Evanescent waves above cutoff and the impedance of a semi-infinite chain

1. Premises and conventions

The chain consists of equal point masses M at sites n with spacing a, joined by equal massless springs of stiffness K between nearest neighbours. The displacements u_n lie along the chain, the springs are linear, and damping is absent unless stated. Newton's law for an interior site is

(1) M d²u_n/dt² = K(u_{n+1} + u_{n−1} − 2u_n).

We look for the steady response at a real frequency ω > 0. Every quantity is the real part of a complex amplitude times exp(−iωt), so the velocity amplitude is v_n = −iω u_n. The mechanical impedance of a driven point is Z = F/v, where F is the force that the driver exerts on that point and v is the velocity of the point, in N s/m. In this convention a free mass has Z = −iωM, and a spring with its far end clamped has Z = K/(−iω) = iK/ω. A negative imaginary part has the sign of a mass and a positive one the sign of a spring. Circuit texts use exp(+jωt); set j = −i to translate.

The abbreviations are

ω_m = 2√(K/M), x = ω/ω_m, Z₀ = √(KM), θ = ka.

Two identities are used repeatedly: 2K/ω_m = Z₀ and Mω_m/2 = Z₀.

2. The two elementary solutions

At fixed ω, (1) is a second-order linear recurrence with constant coefficients. Insert u_n = Uλⁿ, divide by KUλⁿ and use Mω²/K = 4x²:

(2) λ + 1/λ = 2 − 4x².

This is a quadratic in λ whose two roots have product 1. When they are distinct, the general solution is u_n = Aλⁿ + Bλ⁻ⁿ. Writing λ = exp(iθ) with θ allowed to be complex turns (2) into

(3) cos θ = 1 − 2x², or sin²(θ/2) = x².

For 0 < x < 1 the value 1 − 2x² lies between −1 and 1, θ is real, and the roots exp(±iθ) with 0 < θ < π are the running phonons, ω = ω_m sin(ka/2).

For x > 1 the value 1 − 2x² lies below −1. Put θ = θ′ + iθ″, so that

(4) cos θ = cos θ′ cosh θ″ − i sin θ′ sinh θ″.

The imaginary part must vanish. The choice θ″ = 0 gives |cos θ| ≤ 1 and is excluded, hence sin θ′ = 0, and the negative sign of cos θ forces θ′ = π (modulo 2π). With θ″ = κa the real part reads cosh κa = 2x² − 1, and the identity cosh κa = 2cosh²(κa/2) − 1 gives

(5) k = π/a + iκ, cosh(κa/2) = ω/ω_m, u_n = U(−1)ⁿ exp(−κna).

The second root has κ → −κ. Solving (5) as a quadratic in exp(κa/2) gives, for κ > 0,

(6) exp(±κa/2) = x ± √(x² − 1).

Neighbours move in antiphase, as in the zone-boundary phonon, under an exponential envelope. Just above cutoff cosh(κa/2) ≈ 1 + (κa)²/8 gives κa ≈ 2√(2(x − 1)), so the decay length 1/κ diverges as (ω − ω_m)^(−1/2). Far above cutoff κa ≈ 2 ln 2x and λ ≈ −K/(Mω²): each mass responds as a free mass pushed by its left neighbour through one spring. At x = 1 the root λ = −1 is double, with solutions (−1)ⁿ and n(−1)ⁿ.

3. Which root a semi-infinite chain carries

Let the chain occupy n ≥ 0 and be driven at n = 0. Above cutoff the root with κ < 0 grows without bound and is discarded. In the band both roots are bounded, so boundedness does not decide. Any real chain has some loss, so add a friction force −γM du_n/dt with γ > 0 and let γ → 0 at the end. The friction replaces ω² by ω² + iγω, and (3) becomes

(7) cos θ = 1 − 2x²(1 + iγ/ω).

The right side is not real, so neither root has |λ| = 1. Since their product is 1, exactly one has |λ| < 1, meaning θ″ > 0, and this is the one a source at n = 0 excites. By (4) and (7), sin θ′ sinh θ″ = 2x²γ/ω > 0, so θ″ > 0 implies 0 < θ′ < π. As γ → 0 this root tends to real k in (0, π/a) for x < 1, the wave with positive group velocity, and to π/a + iκ with κ > 0 for x > 1. On this root sin(θ/2) = +x in both regimes, because sin(π/2 + iκa/2) = cosh(κa/2). The other half-angle functions are

(8) x < 1: cos(θ/2) = √(1 − x²), exp(±iθ/2) = √(1 − x²) ± ix,
x > 1: cos(θ/2) = −i sinh(κa/2) = −i√(x² − 1), exp(iθ/2) = i exp(−κa/2), exp(−iθ/2) = −i exp(κa/2).

Above cutoff √(1 − x²) is thus continued to −i√(x² − 1). The opposite sign belongs to the growing root.

4. Impedance for four ways of ending the chain

(a) Full spring. The driver moves a massless point 0 joined by a spring K to mass 1. Sites n ≥ 1 obey (1), so u_n = u₀λⁿ for all n ≥ 0. The massless point carries no net force, so the driver supplies the spring force F = K(u₀ − u₁) = Ku₀(1 − exp(iθ)). Use 1 − exp(iθ) = −2i sin(θ/2) exp(iθ/2) and divide by v₀ = −iωu₀:

Z_s = (2K/ω) sin(θ/2) exp(iθ/2).

With sin(θ/2) = ω/ω_m and 2K/ω_m = Z₀,

(9) Z_s = Z₀ exp(ika/2).

In the band Z_s = Z₀√(1 − x²) + iZ₀x. It is complex, with constant modulus Z₀, and its imaginary part equals +ωM/2, the reactance of a mass −M/2. Above cutoff Z_s = iZ₀(x − √(x² − 1)), purely imaginary and spring-like, tending to iK/ω at high frequency, where mass 1 hardly moves.

(b) Half mass. Place a mass m₀ on point 0. The driver must also accelerate it, F = K(u₀ − u₁) − m₀ω²u₀, and division by −iωu₀ gives Z = Z_s − iωm₀. For m₀ = M/2, ωM/2 = Z₀ sin(θ/2), which removes the sine from exp(iθ/2) = cos(θ/2) + i sin(θ/2):

(10) Z_h = Z₀ cos(ka/2) = Z₀√(1 − ω²/ω_m²) for ω < ω_m,
Z_h = −iZ₀√(ω²/ω_m² − 1) for ω > ω_m.

This is real in the band, zero at cutoff and mass-like above it. The half mass is natural because an infinite chain driven at one site is two such chains sharing that site, with total impedance 2Z_h.

(c) Full mass. For m₀ = M the subtraction is 2iZ₀ sin(θ/2), and Z_M = Z₀ exp(−ika/2).

(d) Half spring. Drive a full-mass end through half a spring, which has stiffness 2K. The same force acts along a massless spring and the velocities add, so 1/Z = −iω/(2K) + 1/Z_M = [−i sin(θ/2) + exp(iθ/2)]/Z₀. Hence Z_π = Z₀/cos(ka/2), real in the band and spring-like above it, with Z_h Z_π = Z₀².

All four impedances are purely reactive above cutoff. In the band only the two cuts through a mirror plane of the chain, (b) and (d), give a real value. There the mirror image of the outgoing wave is the incoming wave, which in the band is also its time reverse. The first statement changes Z into −Z and the second changes Z into −Z*, so Z = Z*.

An independent route to (9) uses self-similarity. Removing one spring and one mass leaves the same chain, so 1/Z_s = −iω/K + 1/(Z_s − iωM). With z = Z_s/Z₀ this is 1/z = −2ix + 1/(z − 2ix). Multiplying by z(z − 2ix) and cancelling −2ix gives z² − 2ixz − 1 = 0, so z = ix ± √(1 − x²). The upper sign, with the continuation (8), is (9).

5. Power and stored energy

The mean power delivered by the driver is P = ½ Re(F v*) = ½ Re Z |v₀|². In the band cases (a) to (c) share Re Z, and with U = u₀

(11) P = ½ Z₀ cos(θ/2) ω²|U|².

The lossless chain has a resistive part because energy leaves along it. The mean kinetic energy per cell is ¼Mω²|U|². The mean potential energy is ¼K|1 − exp(iθ)|²|U|² = Kx²|U|², which is the same. The group velocity in cells per second is dω/dθ = (ω_m/2) cos(θ/2). The total ½Mω²|U|² times this rate is (11), since Mω_m/2 = Z₀.

Above cutoff Re Z = 0, force and velocity are in quadrature, and no mean power enters. The sign of the reactance follows from the stored energies. Multiply the equation of motion of each site by ½v_n*, add them, and sum the spring terms by parts; for a decaying solution this gives ½Fv₀* = −2iω(T − V), where T and V are the mean kinetic and potential energies of the whole chain. For the half-mass end, with μ = exp(−κa) and 4x² = (1 + μ)²/μ, the geometric sums are

T = ¼Mω²|U|² [½ + μ²/(1 − μ²)], V = ¼K|U|²(1 + μ)²/(1 − μ²) = ¼Mω²|U|² μ/(1 − μ²).

The difference is ⅛Mω²|U|²(1 − μ)/(1 + μ) = ⅛Mω²|U|² tanh(κa/2), so Z_h = −iω(M/2) tanh(κa/2) = −iZ₀ sinh(κa/2), which is (10).

A direct use is the mode bound to a light atom of mass M′ = (1 − ε)M, 0 < ε < 1, with unchanged springs. The site sees two full-spring chains, and free motion needs zero total impedance: 2Z_s − iωM′ = 0. Above cutoff this reads exp(−κa/2) = (1 − ε) cosh(κa/2), hence tanh(κa/2) = ε and ω = ω_m/√(1 − ε²).

6. The constant-k low-pass ladder

Take a ladder of series inductors L and shunt capacitors C. Let q_n be the charge that has passed through inductor n, so that its current is I_n = dq_n/dt. The capacitor between inductors n and n + 1 holds q_n − q_{n+1}. The voltage across inductor n is the difference of the two adjacent capacitor voltages:

(12) L d²q_n/dt² = (q_{n−1} − q_n)/C − (q_n − q_{n+1})/C.

This is (1) with M → L, K → 1/C, velocity → current and force → voltage. Then ω_m → ω_c = 2/√(LC) and Z₀ → R₀ = √(L/C). The product of the series impedance −iωL and the shunt impedance i/(ωC) is R₀² at every frequency. The name constant-k refers to that constant, k = R₀, and has nothing to do with the wavevector. The spacing a has no role: θ′ is the phase shift and κa the attenuation in nepers per section.

A ladder that starts with a full shunt C is case (a), and one that starts with a full series L is case (c). Starting with L/2 is case (b), a cascade of T sections (L/2, C, L/2) with image impedance Z_T = Z_h. Starting with C/2, the counterpart of stiffness 2K, is case (d), a cascade of π sections.

7. A finite ladder

Take N T sections. At the junctions n = 0 … N between sections the forward root has V/I = Z_T and, by mirror symmetry, the backward root has V/I = −Z_T:

V_n = V₊λⁿ + V₋λ⁻ⁿ, Z_T I_n = V₊λⁿ − V₋λ⁻ⁿ.

A load R at n = N fixes V₋λ⁻ᴺ/(V₊λᴺ) = r = (R − Z_T)/(R + Z_T), so V₋/V₊ = rλ²ᴺ and

(13) Z_in = Z_T (1 + rλ²ᴺ)/(1 − rλ²ᴺ).

Above cutoff Z_T is imaginary, |r| = 1 for real R, and Z_in differs from Z_T by a fraction close to 2exp(−2Nκa) once Nκa exceeds about 1. In the band |λ| = 1, and a lossless ladder shows the semi-infinite value at all frequencies only for r = 0, which needs a load that follows (10). A fixed resistor R₀ matches only as ω → 0.

Eliminating V₊ and V₋ in favour of V_N and I_N gives

V₀ = V_N cos Nθ − iZ_T I_N sin Nθ, I₀ = −i(V_N/Z_T) sin Nθ + I_N cos Nθ.

Feed the ladder from a source of emf E and resistance R₀ and load it with R₀, so E = V₀ + R₀I₀ and I_N = V_N/R₀. With ζ = Z_T/R₀, E/V_N = 2cos Nθ − i(ζ + 1/ζ) sin Nθ. Without the ladder the load voltage is E/2, so the power ratio is τ = 4|V_N/E|². In the band all terms are real apart from the explicit i, and (ζ + 1/ζ)² = 4 + (1/ζ − ζ)² with 1/ζ − ζ = x²/√(1 − x²). Above cutoff cos Nθ = (−1)ᴺ cosh Nκa, sin Nθ = i(−1)ᴺ sinh Nκa and ζ = −i√(x² − 1), so (ζ + 1/ζ) sin Nθ is again real and the same algebra holds. The results are

(14) τ = 1/[1 + x⁴ sin²Nθ/(4(1 − x²))] for x < 1,
τ = 1/[1 + x⁴ sinh²Nκa/(4(x² − 1))] for x > 1.

For N = 1 both reduce to 1/(1 + x⁶). For large Nκa, τ ≈ [16(x² − 1)/x⁴] exp(−2Nκa). A single evanescent root carries no power, but the decaying and growing roots together do, through their cross term. This is the tunnelling of a phonon through a layer whose cutoff lies below its frequency.

8. Range of validity

Linearity. The amplitude must be small enough for anharmonic terms to be negligible. They make the cutoff depend on amplitude and mix frequencies, so a strong drive slightly above ω_m can send energy into the chain. In the circuit the counterpart is a voltage-dependent C or a saturating L.

Nearest neighbours and one mass per cell. A second-neighbour spring K₂ adds 4K₂ sin²θ to Mω² = 4K sin²(θ/2). The recurrence is then of fourth order, two roots are admissible, and the end impedance is a 2 × 2 matrix. For K₂ > K/4 the band maximum moves to cos θ = −K/(4K₂), and above it Re k is no longer π/a.

Semi-infinite length and steady state. Above cutoff one needs exp(−2Nκa) ≪ 1, and in the band a matched load or enough loss. Transients die slowly near cutoff, where the group velocity vanishes.

Small loss. A series resistance R_s in each inductor is the friction of (7) with γ/ω = R_s/(ωL) = 1/Q. Then cos θ = 1 − 2x²(1 + i/Q), and repeating (a) and (b) with L → L(1 + i/Q) gives Z_T = R₀√[(1 + i/Q)(1 − x²(1 + i/Q))], taken with positive real part. To first order in 1/Q, (4) gives sin θ′ · θ″ = 2x²/Q, or θ″ = x/(Q√(1 − x²)) in the band. At x = 1, put θ = π − δ, so that δ² ≈ −4i/Q and θ″ ≈ √(2/Q). The sharp statements, real in the band and reactive above it, fail within |1 − x²| of order 1/Q.

Ideal lumped elements. Sections must be small against the wavelength. A capacitance C_p across each inductor replaces L by L/(1 − ω²LC_p), and with it x² by x²/(1 − ω²LC_p). The cutoff drops to 2/√(L(C + 4C_p)), and above the self-resonance 1/√(LC_p) the attenuation falls towards a constant. Mutual inductance between neighbouring coils, which has no counterpart in (1), is neglected as well.

9. Numerical illustration: an on-chip ladder

Take L = 2.0 nH and C = 0.80 pF, illustrative values of a size typical for spiral inductors and metal-insulator-metal capacitors in the wiring levels of a silicon chip. All numbers below are the model's. Then R₀ = 50 Ω, ω_c = 5.0 × 10¹⁰ rad/s and f_c = 7.96 GHz. Choose x = 0.60 (4.77 GHz) and x = 1.25 (9.95 GHz).

At x = 0.60, cos(θ/2) = 0.80 and θ = 1.287 rad, and the group delay per section is dθ/dω = 2/(ω_c cos(θ/2)) = 50 ps. At x = 1.25, √(x² − 1) = 0.75, exp(κa/2) = 2.00, λ = −0.25 and κa = 1.39 Np, or 12.04 dB per section.

Input impedance of the ideal semi-infinite ladder in Ω:

first element | x = 0.60 | x = 1.25
full C (Z_s) | 40 + 30 i | +25 i
L/2 (Z_T) | 40 | −37.5 i
full L (Z_M) | 40 − 30 i | −100 i
C/2 (Z_π) | 62.5 | +66.7 i

Negative imaginary entries at x = 1.25 are inductive; −37.5 i is +j37.5 in circuit notation.

For three T sections between 50 Ω terminations, (14) gives at x = 0.60 sin²3θ = 0.434, prefactor x⁴/(4(1 − x²)) = 0.0506, τ = 0.978 and an insertion loss of 0.094 dB from mismatch alone. At x = 1.25, sinh 3κa = 31.99, the prefactor is 1.085, τ = 9.0 × 10⁻⁴ and the loss is 30.46 dB. This is less than three times the image attenuation, 36.12 dB, because the end factor 16(x² − 1)/x⁴ = 3.69 returns 5.67 dB. By (13) the input impedance there is within a fraction 4.9 × 10⁻⁴ of Z_T.

The neglected terms have the following sizes. With a relative permittivity of about 3.9 for SiO₂ the wavelength at 9.95 GHz is 15 mm, long against a typical section footprint of a few tenths of a millimetre. Take Q = 10 at each frequency, typical of on-chip spirals. At x = 0.60 the loss is θ″ = 0.075 Np or 0.65 dB per section, about 2.0 dB for three sections. That is some twenty times the mismatch loss, so the lossless passband figure is far too low for such a device, whose typical loss is of the order of one to a few decibels. At cutoff θ″ = 0.45 Np in place of zero. At x = 1.25 the attenuation moves only to 1.40 Np, but Z_T becomes 7.1 − 37.6 i Ω and is no longer purely reactive. An assumed C_p = 20 fF puts the self-resonance at 25 GHz, lowers the cutoff to 7.6 GHz and, with ω²LC_p = 0.156 at 9.95 GHz, raises the lossless κa to 1.65 Np or 14.3 dB per section. The ideal stop-band figure of 12 dB per section is therefore good to about 2 dB for these inputs.